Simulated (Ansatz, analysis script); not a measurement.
# Fixed-spin-moment energy of CuAu-type FePt at the measured cell, PBE without spin-orbit coupling

In CuAu-type FePt, layers of iron, whose narrow 3d shell carries a large moment of its own, alternate with layers of platinum, whose broad 5d band is magnetised mainly by its iron neighbours. The compound is used in magnetic recording media and hard magnets, where the moment per cell sets the magnetisation. We examine how strongly the electrons favour that moment and how steeply the energy rises when it is changed. The total spin moment of the two-atom cell is fixed at values from 0 to 4 μB, with atoms and cell held, and the PBE free energy is measured from that of the unpolarised run. A negative energy means that the magnetised cell is the more stable.

## Computational details

FePt (CuAu type): the measured cell (COD); 2 atoms in the cell, atoms and cell held. Ansatz 0.2.0, plane waves with norm-conserving potentials, PBE, collinear spins without spin-orbit coupling, cutoff 1225 eV, 14x14x10 k-points, Fermi-Dirac smearing of 0.1 eV. The total moment is fixed by two Fermi energies, one for each spin, and each row is one self-consistent run; the row at M = 0 is the run without spin polarisation.

Notes on method and selection:

- Each run ends in the state reached from its start, which may not be the lowest.
- A uniform moment does not probe antiparallel order, which can lie lower.
- At small fixed moments unlike atoms can carry local moments of opposite sign, so the curve need not run smoothly into the unpolarised point.
- Released from typed moments, the same cell ends ferromagnetic with a net moment of 3.29 muB per cell.
- Stoner picture: E = M^2 (1/(2N) - I/4) for small M, with N the density of states of both spins at the Fermi energy of the unpolarised run and I the Stoner parameter of the cell.
- The unpolarised run has a density of states at the Fermi energy of 4.48 per eV and cell, both spins, broadened by the smearing.
- A blank cell means that the quantity does not apply to the row, or that its run was not made or gave no value that passed the checks named.
- Curves that are not smooth, that do not rise at the largest moment or whose runs differ in settings are not tabled.
- Runs that did not converge, have known faults or may not be shown are not listed, and runs on Ansatz's PAW sets soft_1 and soft_2 are kept to separate tables.

Columns:

- fixed moment (μB/cell): total spin moment of the cell, held fixed.
- Fe moment (μB): largest spin moment inside a Fe sphere, signed along the total.
- energy from unpolarised (meV/cell): free energy of the cell less that of the run without spin polarisation.
- holding field (T): field that holds the moment, from the split of the two Fermi energies over 2 muB; equals dE/dM over muB, negative where the moment would grow if released; it jumps where a spin channel has a band gap.

Input lines of one member:

```
magnetization:
  spin_polarized: true
  initial_magnetization: 2.182
  spin_locking: { lock_magnetization: hard }
kpoints:
  mp_grid: { grid: [14, 14, 10] }
hamiltonian:
  xc: pbe
  pseudopotentials: { kind: nc }
scf:
  occupations: { method: fermi_dirac, width: 0.1 }
  max_iter: 120
  convergence: { dr2_threshold: 1.0e-08 }
basis:
  ecutwfc: 1224.512381
```

Command (options for logging and memory left out): `ansatz run input.yaml --threads 1`

## Computed values

| member | fixed moment (μB/cell) | Fe moment (μB) | energy from unpolarised (meV/cell) | holding field (T) |
| --- | --- | --- | --- | --- |
| M = 0 muB | 0.000 | – | 0.0 | – |
| M = 0.364 muB | 0.364 | 0.399 | −14.9 | −1358 |
| M = 0.727 muB | 0.727 | 0.778 | −55.5 | −2487 |
| M = 1.09 muB | 1.091 | 1.150 | −119.2 | −3564 |
| M = 1.46 muB | 1.455 | 1.516 | −205.3 | −4585 |
| M = 1.82 muB | 1.818 | 1.866 | −310.7 | −5396 |
| M = 2.18 muB | 2.182 | 2.188 | −429.2 | −5749 |
| M = 2.54 muB | 2.545 | 2.472 | ? | ? |
| M = 2.91 muB | 2.909 | 2.726 | −646.4 | −3756 |
| M = 3.27 muB | 3.273 | 2.949 | −691.7 | −180 |
| M = 3.64 muB | 3.636 | 3.139 | −642.4 | 5135 |
| M = 4 muB | 4.000 | 3.315 | −458.4 | 12734 |

Cells marked ? are withheld until the estimate has been made.

## Why the values move as they do

The energy falls from the first step and reaches its lowest tabulated value, −691.7 meV/cell, at 3.273 μB. The holding field there is only −180 T, and at 3.636 μB it is +5135 T. A straight line between the two puts zero field at 3.273 + 0.363 × 180 / 5315 = 3.29 μB, which is also where the cell settles when it is released from typed moments. This is the preferred moment for parallel order; antiparallel order, which could lie lower, is not probed by a uniform moment.

The initial fall follows from the Stoner balance, $E = M^2\,(1/(2N) - I/4)$. Moving electrons from one spin channel to the other costs band energy, and this cost is small when the density of states $N$ is high. With $N$ = 4.48 per eV and cell the cost term is 1 / (2 × 4.48) = 0.112 eV/μB². The first magnetised row gives $E/M^2$ = −14.9 / 1000 / 0.364² = −0.112 eV/μB², so the exchange gain $I/4$ is about 0.22 eV/μB², twice the cost. The negative energy itself shows that the unpolarised state is unstable; since the gain is deduced from that energy, the comparison measures the balance but does not test the Stoner picture independently.

Of the fields shown, the strongest pull towards a larger moment is −5749 T, at 2.182 μB. Beyond the settled moment the energy climbs quickly, by (−458.4 + 642.4) / 0.364 = 505 meV per μB over the last step. The expected reason is band filling: as the majority 3d states of iron fill up, further moment has to come from transfers that cost more band energy.

The iron column fits this picture. Between 0.364 and 0.727 μB the Fe moment grows by 0.379 / 0.363 = 1.04 μB per μB of total moment, while the small platinum moment points the other way. Over the last step the ratio is only 0.176 / 0.364 = 0.48, and the rest of the added moment lies outside the iron sphere, in part on platinum, whose moment is by then parallel.

## Predicting the missing value

Plain estimates from the members shown:

- M = 2.54 muB, straight-line interpolation between M = 2.18 muB and M = 2.91 muB: w = (2.545 − 2.182) / (2.909 − 2.182) = 0.499, so −429.2 + 0.499 × (−646.4 − (−429.2)) = −537.7 meV/cell

The straight line to the withheld row ignores the curvature, which the holding fields supply. The slope is $dE/dM = \mu_B B$ with $\mu_B$ = 0.05788 meV/T, which gives −5749 × 0.05788 = −332.8 meV/μB at 2.182 μB and −3756 × 0.05788 = −217.4 meV/μB at 2.909 μB. For a cubic through both energies and both slopes, the midpoint is the mean energy plus the interval times the difference of the slopes over 8:

(−429.2 − 646.4) / 2 + 0.727 × (−332.8 + 217.4) / 8 = −548.3 meV/cell.

The same formula on the wider pair, 1.818 and 3.273 μB, gives

(−310.7 − 691.7) / 2 + 1.455 × 0.05788 × (−5396 + 180) / 8 = −556.1 meV/cell.

The leading error of this formula grows as the fourth power of the interval, hence 16-fold when the interval doubles. The narrow result should therefore be raised by (556.1 − 548.3) / 15 = 0.5, to −547.8 meV/cell.

Tried on the row at 1.455 μB, the corrected route misses the tabulated energy by only 0.2 meV/cell. The narrow formula alone misses by 0.4 at 1.818 μB and by 0.5 at 3.273 μB. Because the curvature changes faster around the withheld row than around 1.455 μB, we take the largest of these misses, 0.5 meV/cell, as the standard deviation.

**Committed estimate, M = 2.54 muB: energy from unpolarised = −547.8 ± 0.5 meV/cell.**

## The answer

| member | fixed moment (μB/cell) | Fe moment (μB) | energy from unpolarised (meV/cell) | holding field (T) |
| --- | --- | --- | --- | --- |
| M = 2.54 muB | 2.545 | 2.472 | −547.5 | −5365 |

| member | estimate | energy from unpolarised (meV/cell) | computed | estimate − computed | miss in error bars |
| --- | --- | --- | --- | --- | --- |
| M = 2.54 muB | committed | −547.8 | −547.5 | −0.3 | 0.6 |
| M = 2.54 muB | interpolation | −537.7 | −547.5 | +9.8 |  |

The estimate of −547.8 meV/cell lies 0.3 below the computed −547.5, inside its error bar of 0.5 and much closer than the straight line, which came out 9.8 too high. Most of the gain comes from the slopes given by the holding fields. The narrow cubic alone would have missed by 0.8, so the small correction from the wider pair of rows was also worth making.

This success shows that energies and fields belong to one smooth curve; it is no test of why the curve bends. The new row does show where the pull begins to weaken. The field goes from −5749 T at 2.182 μB to −5365 T at 2.545 μB and −3756 T at 2.909 μB. Over the same two steps the Fe sphere takes up 0.284 / 0.363 = 0.78 and then 0.254 / 0.364 = 0.70 of the added moment. Both changes are what a filling majority 3d band would give, though no column shows the band filling itself.

## Where the trend breaks

No row stands out from the curve: from each row to the next the change in holding field becomes steadily more positive, from −1129 T between the first two magnetised rows to +7599 T over the last step. The row at 4 μB lies farthest from the small-moment parabola, about 1.3 eV above −0.112 × 4² = −1.8 eV, as expected when a formula with a fixed density of states is carried far beyond small moments.

## Conclusions and limits

Between 0.364 and 4 μB, at this fixed cell, the energy of a row between two others can be recovered to within 1 meV/cell from neighbouring energies and fields. A straight line between neighbours is much less safe where the curve is stiff: at 3.636 μB it would miss by 67 meV/cell.

The rows on either side of the lowest one give a stiffness of (5135 + 3756) / (3.636 − 2.909) = 12230 T/μB. An applied field of 10 T would thus raise the spin moment by only 10 / 12230 = 0.0008 μB, or 0.02 % of 3.29 μB.

The curve leaves out spin-orbit coupling, which adds a small orbital moment parallel to the spin and ties the magnetisation to a crystal axis. That tie is the source of the magnetic hardness of FePt, so the energies here say how firmly the size of the moment is held, not its direction.

[Logs are printed without paths, hosts, clocks, repeated set-up lines and the standing remarks that a program may print on its own settings, such as how far it seeks lower states.]
